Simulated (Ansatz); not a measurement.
# SrTiO₃: energy less free atoms and pressure as volume scale varies

Results calculated with Ansatz 0.2.0, not measured. Periodic Kohn-Sham DFT of a crystal at fixed atoms, scaled to volume_scale times the given cell; pressure positive in compression, energy less spherical unpolarised free atoms, largest_vzz the field gradient of largest size among the nuclei.

The cell before it is scaled or strained (space group Pm-3m, No. 221):
```
CELL_PARAMETERS angstrom
3.90500 0.00000 0.00000
0.00000 3.90500 0.00000
0.00000 0.00000 3.90500
ATOMIC_POSITIONS crystal
Sr 0.00000 0.00000 0.00000
Ti 0.50000 0.50000 0.50000
O 0.00000 0.50000 0.50000
O 0.50000 0.00000 0.50000
O 0.50000 0.50000 0.00000
```

Settings of every row: method all-electron LAPW; functional PBEsol; relativity scalar; k mesh 7x7x7; filling fermi-dirac; smearing width 0.05 eV; basis error target 1 meV/atom; nucleus gaussian.

Limits: atoms stay on their symmetric sites, though polar or tilted forms of a perovskite may lie lower.

Atom start moment: 0 on all atoms.

| row | volume scale | V (Å³/atom) | energy less free atoms (eV/atom) | pressure (GPa) |
| --- | --- | --- | --- | --- |
| 1 | 0.94 | 11.195 | -8.1734 | 10.617 |
| 2 | 0.96 | 11.433 | -8.1856 | 5.96 |
| 3 | 0.98 | 11.671 | -8.1913 | 1.785 |
| 4 | 0.99 | 11.79 | -8.1919 | -0.137 |
| 5 | 1 | 11.909 | -8.1912 | -1.958 |
| 6 | 1.01 | 12.029 | -8.1891 | -3.682 |
| 7 | 1.02 | 12.148 | -8.1857 | -5.314 |
| 8 | 1.04 | 12.386 | ? | ? |
| 9 | 1.06 | 12.624 | -8.1611 | -11.019 |

Question: what energy less free atoms and pressure should row 8 give?

Worked fit of energy less free atoms. Take u = (V_r/V)^(2/3) − 1 with V_r = 11.849 Å³ an atom, which is twice the finite (Eulerian) strain; such expansions in the strain, on which the Birch-Murnaghan equation of state is built, carry the rest volume and the bulk modulus. The shown rows have u = 0.03858, 0.02411, 0.01014, 0.00333, -0.00336, -0.01, -0.01648, -0.04136. Least squares give energy less free atoms = −8.19172 − 0.1119 × u + 15.2 × u² eV/atom; a straight line predicts inner rows, each left out in turn, worse (root mean square 0.0073 against 3.4e-05 eV/atom). All shown rows lie on it to the printed digit. Its lowest point lies at u = 0.0037, or V = 11.78 Å³ an atom, and the curvature there gives the bulk modulus at fixed shape and fractions, B = (4/9)(1 + u)² E″(u)/V = 185 GPa. The withheld row has u = -0.02912, so the fit gives −8.19172 − 0.1119 × (-0.02912) + 15.2 × (-0.02912)² = -8.1756 eV/atom.

The calculation gave -8.1755 eV/atom. The fit lies 0.0001 eV/atom (0.32 % of the column's range) below it, one unit of the last digit.

Worked fit of pressure. Take u = (V_r/V)^(2/3) − 1 with V_r = 11.849 Å³ an atom, which is twice the finite (Eulerian) strain; such expansions in the strain, on which the Birch-Murnaghan equation of state is built, carry the rest volume and the bulk modulus. The shown rows have u = 0.03858, 0.02411, 0.01014, 0.00333, -0.00336, -0.01, -0.01648, -0.04136. Least squares give pressure = −1.0478 + 271.464 × u + 769.42 × u² + 835 × u³ GPa; a parabola predicts inner rows, each left out in turn, worse (root mean square 0.014 against 0.0056 GPa). The rows lie off it by -0.001, 0.004, 0.000, -0.002, -0.007, 0.004, 0.002, -0.001 (root mean square 0.0034 GPa). The pressure vanishes at u = 0.0038, or V = 11.78 Å³ an atom, and there the bulk modulus at fixed shape and fractions is B = −V dP/dV = (2/3)(1 + u) dP/du = 186 GPa. The withheld row has u = -0.02912, so the fit gives −1.0478 + 271.464 × (-0.02912) + 769.42 × (-0.02912)² + 835 × (-0.02912)³ = -8.321 GPa.

The calculation gave -8.322 GPa. The fit lies 0.001 GPa (0.0046 % of the column's range) above it, one unit of the last digit.
